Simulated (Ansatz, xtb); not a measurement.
# C3H8ClPSi2: which of two isomers lies lower

We compare a, `C#CC[Si@]([SiH3])(P)Cl`, a singlet, with b, `C#CC[Si@@H](Cl)P[SiH3]`, a singlet. Both are isolated molecules in the gas phase, relaxed with PBE0-D3(BJ)/def2-SVP, each in the lowest conformer that the search found.

Question: Estimate E(b) − E(a) at the level CCSD(T)/def2-SVP + ΔMP2/def2-TZVPP.

Answer: Calculated at CCSD(T)/def2-SVP + ΔMP2/def2-TZVPP: E(b) − E(a) = −5.4 kcal/mol, so structure b lies lower.

Level by level:

```tsv
level	geometry	E(b) − E(a) (kcal/mol)	departure from the last row (kcal/mol)	job, with rough time for the two
GFN2-xTB	GFN2-xTB	−12.8	−7.4	optimisation, 0.32 s
HF/STO-3G	GFN2-xTB	−1.0	+4.3	single point, 0.4 s
r2SCAN-D4/def2-SVP	GFN2-xTB	−5.2	+0.2	single point, 2.3 s
PBE0-D3(BJ)/def2-SVP	PBE0-D3(BJ)/def2-SVP	−4.7	+0.7	optimisation, 46 s
HF/def2-SVP	PBE0-D3(BJ)/def2-SVP	−5.6	−0.2	part of the CCSD(T) run
MP2/def2-SVP	PBE0-D3(BJ)/def2-SVP	−6.0	−0.6	part of the CCSD(T) run
CCSD(T)/def2-SVP	PBE0-D3(BJ)/def2-SVP	−4.8	+0.6	single point
CCSD(T)/def2-SVP + ΔMP2/def2-TZVPP	PBE0-D3(BJ)/def2-SVP	−5.4		single point, 30 s
```

As drawn, b has 1 P–Si, 1 Si–H in place of 1 Si–Si, 1 P–H.

None of the levels shown reverses the order. The largest departure from CCSD(T)/def2-SVP + ΔMP2/def2-TZVPP is that of GFN2-xTB, 7.4 kcal/mol. The last row adds to CCSD(T) the change of the MP2 difference between the two basis sets, here −0.6 kcal/mol.

With thermal terms from frequencies at re-optimised GFN2-xTB minima (ideal gas, soft modes damped towards free rotors, one conformer each, 298.15 K, 1 atm): on the last row, ΔE + ΔZPE = −5.0, ΔH = −5.5, ΔG = −4.1 kcal/mol.

The correlated steps freeze 23 core orbitals. Programs: Ansatz 0.2.0, xtb 6.7.1; the last row on 4 threads of Intel(R) Xeon(R) 6975P-C (Granite Rapids) on a shared host.

Isomer b is favoured by a modest margin, −5.4 kcal/mol in electronic energy, and it remains lower in free energy at −4.1 kcal/mol. The bond exchange offers a plausible reason: a Si–Si and a P–H bond give way to a Si–P and a Si–H bond. Since P–H and Si–H bonds are of similar strength, the gain probably comes mainly from replacing the relatively weak, nearly nonpolar Si–Si bond with a somewhat more polar Si–P bond. The different placement of chlorine and the propargyl group relative to the silyl group may also contribute, and total energies cannot separate these effects.

Hartree–Fock in the def2-SVP basis already gives −5.6 kcal/mol, so the preference does not depend on a large differential correlation energy. The much smaller gap with STO-3G probably reflects the poor description of silicon and phosphorus bonding in a minimal basis without polarisation functions. The energy ordering says nothing about how readily a would convert to b, which depends on the barrier to silyl and hydrogen migration.
